## Estimating the energy loss of electrons in boron arsenide

When a fast electron crosses a thin crystal, how much energy is it likely to leave behind? The loss function, $L=-\mathrm{Im}(1/\varepsilon)$, answers this for each loss energy $E$; here $\varepsilon$ is the dielectric function of the crystal. For boron arsenide, BAs, it was computed from independent electron transitions between PBE bands.

Loss function of zinc-blende BAs in the optical limit, computed with Yambo 5.3.0 from independent-particle transitions between Quantum ESPRESSO PBE states, without spin–orbit coupling. The calculation used SG15 PBE 1.2 potentials, a wave cutoff of 952.4 eV, a 12×12×12 k-mesh, 29 bands and a broadening of 0.1 eV.

| row | loss function | loss energy (eV) |
| --- | --- | --- |
| 1 | 0.002 | 0.000 |
| 2 | 0.002 | 1.003 |
| 3 | 0.002 | 2.007 |
| 4 | 0.003 | 3.010 |
| 5 | 0.024 | 4.114 |
| 6 | 0.027 | 5.117 |
| 7 | 0.075 | 6.120 |
| 8 | 0.055 | 7.124 |
| 9 | 0.075 | 8.127 |
| 10 | 0.080 | 9.130 |
| 11 | 0.096 | 10.130 |
| 12 | 0.250 | 11.140 |
| 13 | 0.268 | 12.240 |
| 14 | 0.400 | 13.240 |
| 15 | 0.307 | 14.250 |
| 16 | 0.658 | 15.250 |
| 17 | 0.877 | 16.250 |
| 18 | 1.208 | 17.260 |
| 19 | 1.588 | 18.260 |
| 20 | 1.414 | 19.360 |
| 21 | 2.920 | 20.370 |
| 22 | 3.852 | 21.370 |
| 23 | 4.645 | 22.370 |
| 24 | 2.566 | 23.380 |
| 25 | 1.423 | 24.380 |
| 26 | 0.840 | 25.380 |
| 27 | 0.727 | 26.490 |
| 28 | 0.509 | 27.490 |
| 29 | 0.448 | 28.490 |
| 30 | 0.378 | 29.500 |

The loss is almost nil at low energy, climbs unevenly to one strong peak, and falls again. In the full spectrum the peak lies at 22.07 eV, between rows 22 and 23. The absorption of light, as given by the imaginary part of $\varepsilon$, peaks instead at 5.5 eV, where the loss is still below a tenth. A useful rule has to explain why the same electrons give two such different peaks.

### Two springs on one weight

Picture a weight held by two springs side by side. One spring is the binding of the valence electrons, which resists any transition to a higher band. The other appears when all the electrons shift together: they leave uncovered positive charge behind, and its field pulls them back. Spring constants add, and so do squared frequencies:

$$W^2=P^2+G^2 .$$

Here $P$ is the energy of the collective oscillation, the plasmon, for free electrons; $G$ is a mean gap that stands for the binding; and $W$ is the energy of the loss peak, apart from a slight lowering by friction that is neglected here. Light absorption is the response to the total field inside the crystal, so only the binding spring counts and the absorption peak belongs near $G$. A passing charge drives the free collective oscillation, which feels both springs. The picture is limited by its single weight: a crystal has many transition energies, not one.

With a friction term of width $g$, the oscillator has

$$\varepsilon=1+\frac{P^2}{G^2-E^2-igE},\qquad L=\frac{P^2\,gE}{(E^2-W^2)^2+(gE)^2}.$$

The limits show what each quantity does. Far below the peak the loss grows in proportion to $E$, and far above it falls as $1/E^3$; in both tails it is proportional to $g$. At $E=W$ it equals $P^2/(gW)$. More friction therefore lowers the peak and lifts the tails.

### Finding the three constants

The first constant needs only the density of valence electrons. In units of eV and Å, $P^2$ is 1379 times the number of electrons per cubic ångström. BAs has 8 valence electrons in a cell of 27.26 Å$^3$, so $P^2=1379\times 8/27.26\approx 405$ eV$^2$ and $P\approx 20.1$ eV.

The second comes from the static limit. At $E=0$ the oscillator gives $\varepsilon(0)=1+P^2/G^2$, and the same calculation has $\varepsilon(0)=10.1$. Hence $G\approx 6.7$ eV and $W\approx 21.2$ eV. In this estimate binding raises the loss peak by only about 5% above the free-electron value, so electron density largely decides where the peak lies.

The third constant is read from the spectrum. Setting $P^2/(gW)$ equal to the highest printed loss, 4.645 in row 23, gives $g\approx 4.1$ eV. The true maximum lies between printed rows and is at least as high, so $g$ may be somewhat too large. The height of the peak is thus put in, while its position and the shape of both flanks are tests. The broadening used in the calculation was only 0.1 eV, so the width has another source: the plasmon hands its energy to single-electron transitions, the standard cause of such damping in a semiconductor.

### Two rows by hand

Take row 16, at 15.25 eV on the rising flank. There $E^2-W^2\approx -217$ eV$^2$ and $gE\approx 62.7$ eV$^2$, so

$$L\approx\frac{405\times 62.7}{217^2+62.7^2}\approx 0.50 .$$

The table has 0.658; the estimate is 24% below it.

Row 24, at 23.38 eV, lies just beyond the peak. Now $E^2-W^2\approx 97.5$ eV$^2$ and $gE\approx 96.1$ eV$^2$, which gives

$$L\approx\frac{405\times 96.1}{97.5^2+96.1^2}\approx 2.1 .$$

The computed value is 2.566, and the estimate falls 19% short. Neither row was used to set a constant.

### How good the rule is

From row 5 upward, that is, above the direct gap of 3.3 eV, every estimate lies within a factor of two of the computed loss. The typical error, taken as the root mean square of the logarithm, is a factor of about 1.4. Over the same rows the loss itself varies by a factor of about 190. The rule therefore gives the rough size of the loss, but not its exact digits.

Much of the error near the peak comes from its position, which the estimate puts 0.9 eV too low. Rows 20 to 22 come out too high, by a factor of about 1.5 on average, and rows 23 to 30 too low by about 20% on average, though row 26 is slightly too high. If $W$ is instead placed at the computed peak and $g$ is reset to match, the root-mean-square miss in the loss drops from 0.47 to 0.26. The typical error factor does not improve, because the gain at the peak is paid for on the rising flank.

Theory suggests why the estimated peak lies too low. The static dielectric constant gives most weight to the lowest transitions, since slow fields stretch the softest springs furthest. The plasmon should oscillate faster than most of these transitions. For those well below it in energy, what counts is nearly the average of their squared energies, weighted by the strength of each transition, and this average is larger. Transitions above the plasmon would pull the peak down instead, so this is a likely reason and not a proof. A mean gap of 9.1 eV, in place of 6.7 eV, would put the peak where the calculation has it.

### Where it stops working

Below the direct gap the rule fails: in rows 2 to 4 it is four to nine times too high. Its friction acts at every energy, whereas the crystal has no direct transition to absorb so little energy. Even the small values in the table are tails of the numerical broadening, as row 1 betrays: at zero energy the loss should vanish. Zero is therefore a better estimate there than the rule. Indirect transitions, which these bands allow from about 1.2 eV with the help of lattice vibrations, are expected to be weak and are not in the calculation.

The rule is also smooth where the spectrum is not. Rows 8, 15 and 20 dip below both their neighbours, which one oscillator cannot imitate. These dips may be true structure from particular bands or a trace of the finite mesh; a denser mesh would tell.

The accuracy found here is agreement with the calculation, not with a measured spectrum. PBE gaps are too small, which places the onset of transitions too low, and the response leaves out local fields and the attraction between electron and hole. For a related semiconductor, density and static dielectric constant give a first guess of the peak energy, but the width must be found afresh.
